\textbf{Question.} A (001) BaTiO$_3$ film on a thick substrate is described by renormalised Landau coefficients, and the renormalisation can turn the first-order transition of the crystal into a second-order one. My film sits on a Sr$_3$Al$_2$O$_6$ sacrificial layer. After release it is not quite free, because it stays bonded to electrode layers of comparable thickness. How do the coefficients pass from the clamped to the free limit, and how thin must the support be for the transition to be first order again?

\bigskip
\textbf{Answer.} For polarisation along the normal (the $c$-phase) and a stack that stays flat, one number does it,
\begin{equation}
\eta=\frac{M_sh_s}{M_sh_s+M_fh_f},\qquad M_f=\frac{1}{s_{11}+s_{12}},
\label{eta}
\end{equation}
where $h_f$, $h_s$ are the total thicknesses and $M_f$, $M_s$ the biaxial moduli of film and support. The elastic energy of the clamped film is multiplied by $\eta$, and the transition is first order for $\eta<|a_{11}|(s_{11}+s_{12})/Q_{12}^2$. The derivation also shows two places where $\eta$ alone is not enough: in-plane polarisation, and a film split over the two faces of the support.

\section*{1. Premises and conventions}

Axes follow the cube edges, with $x_3=z$ along the normal. Voigt notation is used and tensile stress is positive. Film strains $\varepsilon_i$ are counted from the stress-free cubic paraelectric cell of edge $a_c$, extrapolated to the temperature in question.

(P1) The film obeys a mean-field Landau potential. For $\mathbf P=(0,0,P)$ the Gibbs energy density is
\begin{equation}
\begin{split}
G={}&f_0(P)-\tfrac12s_{11}(\sigma_1^2+\sigma_2^2+\sigma_3^2)-s_{12}(\sigma_1\sigma_2+\sigma_2\sigma_3+\sigma_1\sigma_3)\\
&-\tfrac12s_{44}(\sigma_4^2+\sigma_5^2+\sigma_6^2)-Q_{11}\sigma_3P^2-Q_{12}(\sigma_1+\sigma_2)P^2,
\end{split}
\label{G}
\end{equation}
with $f_0=a_1P^2+a_{11}P^4+a_{111}P^6+a_{1111}P^8$, $a_1=\alpha(T-T_0)$ and $\varepsilon_i=-\partial G/\partial\sigma_i$. The $a$'s belong to the stress-free crystal, and the compliances $s_{ij}$ are those at constant polarisation. I assume $a_{11}<0$ and $a_{111},a_{1111}>0$.

(P2) The support is linear elastic, non-polar and of square or higher symmetry in the plane. It is bonded without slip. Its stress-free in-plane spacing $b$ defines the nominal misfit $u=(b-a_c)/a_c$, with $|u|\ll1$.

(P3) The stack is mirror symmetric about $z=0$, much wider than thick, and carries no external load. The main case is a central film with a layer $h_s/2$ of support on each face.

(P4) The film is short-circuited with ideal screening, and $P$ is uniform. Uniformity along $z$ is enforced by $\nabla\cdot\mathbf D=0$: a variation $\delta P(z)$ about the mean creates the field $-\delta P/\varepsilon_0\varepsilon_b$ and costs $\delta P^2/2\varepsilon_0\varepsilon_b$, with $\varepsilon_b$ the background permittivity. Section 7 relaxes the ideal screening.

\section*{2. Film energy at given in-plane strain}

Far from the edges nothing depends on $x$ and $y$. Mechanical equilibrium then makes $\sigma_3,\sigma_4,\sigma_5$ independent of $z$, and they vanish at the free outer faces, so they vanish in every layer. The work done on a unit volume of film is $\sigma_1d\varepsilon_1+\sigma_2d\varepsilon_2+\sigma_6d\varepsilon_6$. The potential whose differential at fixed $P$ and $T$ equals this work, and which may therefore be added to the stored energy of the support, is the Legendre transform
\begin{equation}
\tilde G=G+\varepsilon_1\sigma_1+\varepsilon_2\sigma_2+\varepsilon_6\sigma_6 .
\end{equation}
No source drives $\varepsilon_6$ in the $c$-phase, so $\varepsilon_6=\sigma_6=0$. The constitutive relations from \eqref{G} are
\begin{equation}
\varepsilon_1=s_{11}\sigma_1+s_{12}\sigma_2+Q_{12}P^2,\qquad
\varepsilon_2=s_{12}\sigma_1+s_{11}\sigma_2+Q_{12}P^2 .
\end{equation}
Put $e_s=(\varepsilon_1+\varepsilon_2)/2$, $e_d=(\varepsilon_1-\varepsilon_2)/2$ and $N_f=1/(s_{11}-s_{12})$. The sum and the difference of the two relations give
\begin{equation}
\sigma_{1,2}=M_f(e_s-Q_{12}P^2)\pm N_fe_d .
\end{equation}
The stress-dependent part of $\tilde G$ is $-\frac12\sigma s\sigma+\sigma(\varepsilon-\varepsilon^0)$ with $\varepsilon^0_1=\varepsilon^0_2=Q_{12}P^2$. Since $s\sigma=\varepsilon-\varepsilon^0$, it equals $\frac12\sum_i\sigma_i(\varepsilon_i-\varepsilon_i^0)$. The cross terms between the symmetric and the antisymmetric part cancel in the sum, and
\begin{equation}
\tilde G=f_0(P)+M_f\,(e_s-Q_{12}P^2)^2+N_f\,e_d^2 .
\label{Gt}
\end{equation}
There is no factor $\frac12$, because two axes contribute equally.

\section*{3. Support and common strain}

Away from the edges the in-plane strain of a bonded plate is at most linear in $z$. Its curvature part couples to $\int z\,Q_{12}P^2dz$ over the film, which is zero for a central film with uniform $P$. The bending stiffness is positive, so the plate is flat and all layers share one in-plane spacing $a_c(1+e_s)$. The support is strained by $[a_c(1+e_s)-b]/b=(e_s-u)/(1+u)\approx e_s-u$. The argument of Section 2 without polarisation gives its energy density $M_s(e_s-u)^2+N_se_d^2$. Nothing drives $e_d$, so $e_d=0$. With $e_s\equiv\varepsilon$ and $x\equiv Q_{12}P^2$ the energy per unit area is
\begin{equation}
W=h_ff_0(P)+h_fM_f(\varepsilon-x)^2+h_sM_s(\varepsilon-u)^2 .
\label{W}
\end{equation}
A support of several layers brings nothing new. Completing the square gives $\sum_iM_ih_i(\varepsilon-u_i)^2=M_sh_s(\varepsilon-u)^2+\text{const}$, with $M_sh_s=\sum_iM_ih_i$ and $u=\sum_iM_ih_iu_i/\sum_iM_ih_i$.

\section*{4. Elimination of the strain}

The edges are free, so no external work is done and $W$ is a minimum with respect to $\varepsilon$. The condition $\partial W/\partial\varepsilon=0$ reads $h_fM_f(\varepsilon-x)+h_sM_s(\varepsilon-u)=0$. This is the balance of forces $h_f\sigma_f+h_s\sigma_s=0$. Its solution is
\begin{equation}
\varepsilon=\eta u+(1-\eta)Q_{12}P^2,
\label{eps}
\end{equation}
so that $\varepsilon-x=\eta(u-x)$ and $\varepsilon-u=-(1-\eta)(u-x)$. From \eqref{eta}, $h_sM_s(1-\eta)=h_fM_f\eta$. The elastic part of \eqref{W} becomes
\begin{equation}
\left[h_fM_f\eta^2+h_sM_s(1-\eta)^2\right](u-x)^2=h_fM_f\left[\eta^2+\eta(1-\eta)\right](u-x)^2=h_fM_f\,\eta\,(u-x)^2 .
\end{equation}
Film and support act as two springs in series. A fraction $\eta$ of the elastic energy is stored in the film and $1-\eta$ in the support. Counting the film alone would give $\eta^2$, which is wrong. The energy per unit volume of film is
\begin{equation}
F=\frac{W}{h_f}=f_0(P)+\eta\,\frac{(u-Q_{12}P^2)^2}{s_{11}+s_{12}}
=\frac{\eta u^2}{s_{11}+s_{12}}+a_3^*P^2+a_{33}^*P^4+a_{111}P^6+a_{1111}P^8,
\label{F}
\end{equation}
\begin{equation}
a_3^*=a_1-\frac{2\eta Q_{12}u}{s_{11}+s_{12}},\qquad
a_{33}^*=a_{11}+\frac{\eta Q_{12}^2}{s_{11}+s_{12}} .
\label{main}
\end{equation}
For $\eta=1$ these are the thick-substrate coefficients of Pertsev, Zembilgotov and Tagantsev (1998), and for $\eta=0$ those of the free crystal. Two points of use follow from the derivation. First, $u$ is the misfit to the \emph{unstrained} support; the actual strain is \eqref{eps} and depends on $P$. Inserting the actual strain in the $\eta=1$ coefficients gives the right equation of state at that one point, but the wrong curvature and possibly the wrong order of the transition. Second, $M_f$ in $\eta$ is the modulus at constant $P$, because the softening by the response of $P$ is generated by \eqref{F} itself.

The film stress and the normal strain follow from $\varepsilon_3=-\partial G/\partial\sigma_3$ at $\sigma_3=0$:
\begin{equation}
\sigma_f=\eta M_f(u-Q_{12}P^2),\qquad \varepsilon_3=Q_{11}P^2+2s_{12}\sigma_f .
\label{sig}
\end{equation}
The paraelectric state loses stability against $P_3$ where $a_3^*=0$,
\begin{equation}
T_0^*=T_0+\frac{2\eta Q_{12}u\,M_f}{\alpha},
\label{T0}
\end{equation}
which lies above $T_0$ for $Q_{12}<0$ and compressive misfit $u<0$.

\section*{5. Order of the transition}

Let $p=P^2\ge0$, $A=a_3^*=\alpha(T-T_0^*)$, $B=a_{33}^*$, $C=a_{111}$, $D=a_{1111}$. Relative to the paraelectric state, $F=p\,g(p)$ with $g=A+Bp+Cp^2+Dp^3$. A polar state is favoured exactly when $g$ is negative somewhere on $p>0$.

If $B\ge0$, $g$ increases with $p$ and its lowest value is $g(0)=A$. The polar state appears at $A=0$ and grows from $p=0$, as $p\approx-A/2B$ for $B>0$. The transition is continuous, at $T_c=T_0^*$.

If $B<0$, $g$ first falls and has its minimum at the positive root of $g'=B+2Cp+3Dp^2=0$:
\begin{equation}
p_c=\frac{-C+\sqrt{C^2-3DB}}{3D}.
\label{pc}
\end{equation}
The polar state appears when $g(p_c)=0$. There $F=0$ and $F'=g+pg'=0$, so $p_c$ is a minimum degenerate with $p=0$. Eliminating $B$ with $g'=0$,
\begin{equation}
\alpha\,(T_c-T_0^*)=Cp_c^2+2Dp_c^3>0 .
\label{Tc}
\end{equation}
The polarisation jumps to $\sqrt{p_c}$, with latent heat $\alpha T_cp_c$ per unit volume of film. The sign of $a_{33}^*$ therefore decides, and with $K=Q_{12}^2/(s_{11}+s_{12})$ the transition is first order for
\begin{equation}
\eta<\eta_c=\frac{|a_{11}|}{K}=\frac{|a_{11}|(s_{11}+s_{12})}{Q_{12}^2},
\qquad\text{i.e.}\qquad \frac{h_s}{h_f}<\frac{M_f}{M_s}\,\frac{\eta_c}{1-\eta_c}.
\label{crit}
\end{equation}
The point $\eta=\eta_c$ is tricritical, and just below it $p_c\approx K(\eta_c-\eta)/2C$. The thickness form presumes $\eta_c<1$. If $\eta_c>1$, even a rigid substrate leaves the transition first order. The misfit drops out only if $a_{11}$ is independent of temperature. Otherwise $a_{11}$ must be evaluated at $T_0^*(\eta,u)$ and \eqref{crit} is an implicit condition.

\section*{6. What does not scale with $\eta$}

\emph{In-plane polarisation.} A component $P_1$ adds the spontaneous strains $Q_{11}P_1^2$ along $x_1$ and $Q_{12}P_1^2$ along $x_2$. The symmetric part $\frac12(Q_{11}+Q_{12})P_1^2$ joins $x$. The antisymmetric part $\frac12(Q_{11}-Q_{12})P_1^2$ drives $e_d$, against the moduli $N$. The shear $\varepsilon_5$ caused by $P_1P_3$ is free, since $\sigma_5=0$. Repeating Section 4 in each channel gives the elastic energy
\begin{equation}
\eta M_f\!\left[u-Q_{12}P_3^2-\tfrac12(Q_{11}+Q_{12})P_1^2\right]^2+\tfrac14\eta_NN_f(Q_{11}-Q_{12})^2P_1^4,
\quad \eta_N=\frac{N_sh_s}{N_sh_s+N_fh_f}.
\end{equation}
The terms in $P_1^2$ and $P_1^2P_3^2$ scale with $\eta$, but the term in $P_1^4$ needs $\eta_N$ as well. The coefficient of $P_1^2$ is $a_1^*=a_1-\eta M_f(Q_{11}+Q_{12})u$, hence
\begin{equation}
a_3^*-a_1^*=\eta M_f(Q_{11}-Q_{12})\,u .
\label{diff}
\end{equation}
With $Q_{11}>Q_{12}$ the normal component goes unstable first only for $u<0$, and its advantage vanishes as $\eta\to0$.

\emph{Film split over both faces.} Let the support fill $|z|<h_s/2$, with a film $h_f/2$ on each face, each short-circuited separately by electrodes of negligible stiffness. The geometry is still symmetric and \eqref{main} still describes the state with equal $P^2$ on both faces. But the faces now have independent $p_1,p_2$. Put $s=(p_1+p_2)/2$ and $d=(p_1-p_2)/2$, with $|d|\le s$. The spontaneous strain is $Q_{12}s+\delta\,\mathrm{sgn}\,z$ with $\delta=Q_{12}d$, and the strain is $\varepsilon+\kappa z$ along both axes for a spherical curvature $\kappa$. Even and odd parts in $z$ decouple. The even part gives \eqref{F} with $p\to s$. The odd part is $\mathcal D\kappa^2-2M_f\mathcal A\kappa\delta+M_fh_f\delta^2$ with $H=h_s+h_f$ and
\begin{equation}
\mathcal A=\int_f|z|\,dz=\frac{H^2-h_s^2}{4},\qquad
\mathcal D=\frac{M_sh_s^3+M_f(H^3-h_s^3)}{12}.
\end{equation}
Its minimum, at $\kappa=M_f\mathcal A\delta/\mathcal D$, is $\eta_bM_fh_f\delta^2$ with
\begin{equation}
\eta_b=1-\frac{M_f\mathcal A^2}{h_f\mathcal D}.
\label{etab}
\end{equation}
Since $(p_1^2+p_2^2)/2=s^2+d^2$, the energy up to fourth order in $P$ is
\begin{equation}
F=a_3^*s+(a_{11}+\eta K)s^2+(a_{11}+\eta_bK)d^2 .
\end{equation}
A continuous onset needs the quartic form to be positive for all $|d|\le s$. The form is linear in $d^2$, so the ends $d=0$ and $|d|=s$ decide. The transition is first order if either $\eta$ or $(\eta+\eta_b)/2$ is below $\eta_c$, and the flat state just under a continuous transition is stable only for $\eta_b>\eta_c$. For thin films $1-\eta\approx M_fh_f/M_sh_s$ but $1-\eta_b\approx3M_fh_f/M_sh_s$, so $\eta_b<\eta$ and \eqref{crit} is then sufficient but not necessary: one face can turn polar first and bend the plate. A wide plate avoids the stretching that a spherical shape would need and bends to a cylinder. Then $e_s=e_d=\kappa z/2$, and $\mathcal D$ in \eqref{etab} is built from $M+N$ in place of $M$, which weakens the effect.

\section*{7. Imperfect screening}

Model each electrode interface as a capacitance $\varepsilon_0/\lambda$ per area. With $D_z=\varepsilon_0\varepsilon_bE+P$, short circuit requires $Eh_f+2\lambda D_z/\varepsilon_0=0$, so $E=-2\lambda P/[\varepsilon_0(h_f+2\varepsilon_b\lambda)]$. The equation of state $\partial F/\partial P=E$ follows from adding $-\int_0^PE\,dP$ to $F$, that is
\begin{equation}
\Delta a_3=\frac{\lambda}{\varepsilon_0(h_f+2\varepsilon_b\lambda)} .
\label{dep}
\end{equation}
The term is quadratic in $P$. It lowers $T_0^*$ by $\Delta a_3/\alpha$ and leaves $a_{33}^*$ and $\eta_c$ of the single-domain state unchanged. By \eqref{diff}, the normal component still goes unstable first only if $\eta M_f(Q_{11}-Q_{12})|u|>\Delta a_3$.

\section*{8. Range of validity}

\begin{itemize}
\item Bonding is fixed: no slip and no change in misfit dislocations while $T$ varies. Dislocations already present only redefine $b$.
\item Strains are small. The step $(e_s-u)/(1+u)\approx e_s-u$ and the neglect of higher-order elastic and electrostrictive terms cost relative amounts of order $|u|$ or more.
\item The region lies many stack thicknesses from an edge. The membrane is not stretched or wrinkled by a frame or a receiving layer; any such layer belongs to the support.
\item The film is central, or $\eta_b>\eta_c$. A one-sided support of comparable thickness bends the stack and \eqref{eta} does not apply.
\item The state is single-domain $c$. Domains of $\pm P$ much wider than their walls have the same $P^2$ and the same elastic energy, but fine domain patterns near $T_c$ and $c/a$ twins are outside the model.
\item $P^2$ is laterally uniform. A stripe modulation much longer than $H$ can relax only the strain along its wave vector, since compatibility keeps the other one uniform. Then $e_s=e_d$, and its clamping factor $1-M_fh_f/\sum_i(M_i+N_i)h_i$, summed over all layers, exceeds $\eta$, so such stripes do not pre-empt \eqref{crit}. Wavelengths comparable with the layer thicknesses are not covered by this argument.
\item Mean-field theory holds, and $h_f$ is far above the correlation length, so that surface terms are small.
\end{itemize}

\section*{9. Numbers: BaTiO$_3$ released from Sr$_3$Al$_2$O$_6$}

Typical Landau coefficients, from the eighth-order set of Li, Cross and Chen (2005): $\alpha=4.124\times10^5$ J\,m\,C$^{-2}$K$^{-1}$, $T_0=388$ K, $a_{11}=-2.097\times10^8$ J\,m$^5$C$^{-4}$, $a_{111}=1.294\times10^9$ J\,m$^9$C$^{-6}$, $a_{1111}=3.863\times10^{10}$ J\,m$^{13}$C$^{-8}$. Typical coupling constants: $Q_{11}=0.11$ and $Q_{12}=-0.045$ m$^4$C$^{-2}$, $s_{11}=9.1\times10^{-12}$ and $s_{12}=-3.2\times10^{-12}$ Pa$^{-1}$. Then $M_f=169.5$ GPa, $K=3.43\times10^8$ J\,m$^5$C$^{-4}$ and
\begin{equation}
\eta_c=0.61 .
\end{equation}

The reference cell comes from the measured tetragonal cell at 300 K, $a=0.3994$ nm and $c=0.4034$ nm (compiled values, Wikipedia). For a free crystal $a=a_c(1+Q_{12}p)$ and $c=a_c(1+Q_{11}p)$, and eliminating $p$ gives $a_c=(Q_{11}a-Q_{12}c)/(Q_{11}-Q_{12})=0.40056$ nm. For $\varepsilon_b$ I use the high-frequency dielectric constant 5.75 (compiled value, He 2017), which omits the hard phonons and is a lower bound. It gives $1/2\varepsilon_0\varepsilon_b=9.8\times10^9$ J\,m\,C$^{-2}$, far above the $|a_3^*|$ of order $10^8$ J\,m\,C$^{-2}$ met below, which supports (P4).

The stack is SrRuO$_3$/BaTiO$_3$/SrRuO$_3$ with $h_f=50$ nm, coherent throughout. Before release it is assumed to follow a relaxed Sr$_3$Al$_2$O$_6$ layer, with typical cubic edge 1.5844 nm, four perovskite cells of 0.3961 nm, so $u=-0.0111$. That layer is fixed to a substrate of assumed thickness 0.5 mm. The thickness ratio is $1\times10^{-4}$, so $\eta=1$ for all purposes and bending is negligible. After release the support is the electrode pair alone, with typical pseudocubic spacing 0.393 nm, so $u=-0.0189$, and an assumed modulus $M_s=240$ GPa. Release thus changes both $\eta$ and $u$. Criterion \eqref{crit} gives $h_s/h_f<1.11$, or $h_s<55$ nm for both electrodes together.

As a worked case, let $h_s=20$ nm. Then $\eta=0.36$, $2Q_{12}uM_f=2.88\times10^8$ J\,m\,C$^{-2}$, and \eqref{T0} raises $T_0$ by $2.5\times10^2$ K. With $a_{33}^*=-0.86\times10^8$ J\,m$^5$C$^{-4}$, \eqref{pc} gives $p_c=0.0182$ C$^2$m$^{-4}$, and \eqref{Tc} gives $9.0\times10^5$ J\,m\,C$^{-2}$, or $T_c-T_0^*=2.2$ K. The values at 300 K below solve $A+2Bp+3Cp^2+4Dp^3=0$ and use \eqref{eps} and \eqref{sig}, with ideal screening and the rounded $u$.

\begin{center}
\begin{tabular}{lcccc}
\hline
 & attached & $h_s=80$ nm & $h_s=20$ nm & $h_s=0$\\
\hline
$\eta$ & 1 & 0.69 & 0.36 & 0\\
$u$ & $-0.0111$ & $-0.0189$ & $-0.0189$ & --\\
$a_{33}^*$ ($10^8$ J\,m$^5$C$^{-4}$) & 1.34 & 0.28 & $-0.86$ & $-2.10$\\
order & second & second & first & first\\
$T_0^*$ ($10^2$ K) & 8.0 & 8.7 & 6.4 & 3.9\\
$T_c-T_0^*$ (K) & 0 & 0 & 2.2 & 10.0\\
jump of $P$ (C\,m$^{-2}$) & 0 & 0 & 0.135 & 0.181\\
$P$, 300 K (C\,m$^{-2}$) & 0.31 & 0.33 & 0.30 & 0.26\\
$\varepsilon$, 300 K ($10^{-2}$) & $-1.1$ & $-1.5$ & $-0.95$ & $-0.30$\\
$\varepsilon_3$, 300 K ($10^{-2}$) & 1.8 & 2.2 & 1.6 & 0.74\\
$\sigma_f$, 300 K (GPa) & $-1.1$ & $-1.7$ & $-0.90$ & 0\\
\hline
\end{tabular}
\end{center}

With thick electrodes, release \emph{increases} the compression, because the electrodes were stretched on Sr$_3$Al$_2$O$_6$ and now contract. With thin ones the film dominates and the jump returns. In the free column $\varepsilon_3-\varepsilon=0.0104$, while the compiled cell has $(c-a)/a_c=0.0100$. This is no test, as electrostrictive constants are commonly extracted from such strains, and it probes $Q_{11}-Q_{12}$, not $Q_{12}$.

These numbers are the model's, and four corrections are not small.

(i) Screening. For an assumed $\lambda=0.02$ nm, \eqref{dep} gives $\Delta a_3=4.5\times10^7$ J\,m\,C$^{-2}$, which lowers single-domain temperatures by $1.1\times10^2$ K. The value of $\varepsilon_b$ hardly matters, as $2\varepsilon_b\lambda/h_f=0.0046$. The normal component then goes unstable first only for $\eta>0.09$, so the last column is a formal limit.

(ii) Thermal expansion. An assumed mismatch of $2\times10^{-6}$ K$^{-1}$ over 500 K changes $u$ by $1\times10^{-3}$, worth 37 K in $T_0^*$ at $\eta=1$, and leaves $\eta_c$ alone.

(iii) Geometry. If the same 50 nm of film were split over the faces of an 80 nm support, $\eta$ would stay 0.69, but \eqref{etab} gives $\eta_b=0.31$ and $(\eta+\eta_b)/2=0.50<\eta_c$. A small plate would then transform discontinuously on one face and bend.

(iv) The value of $Q_{12}$. Another typical value, $-0.034$ m$^4$C$^{-2}$, gives $\eta_c=1.07$, for which no support makes the transition continuous. It also changes the shift of $T_0^*$ at $\eta=1$ from $3.7\times10^2$ K to $2.8\times10^2$ K per $10^{-2}$ of compression. As typical knowledge, coherent BaTiO$_3$ films near that compression transform roughly 300 K above the free crystal, so the table probably overstates the temperature shifts by a quarter to a third. The form of \eqref{main} and \eqref{crit} is fixed by the premises, but the threshold of 55 nm depends on $Q_{12}^2$ and is only as good as that constant.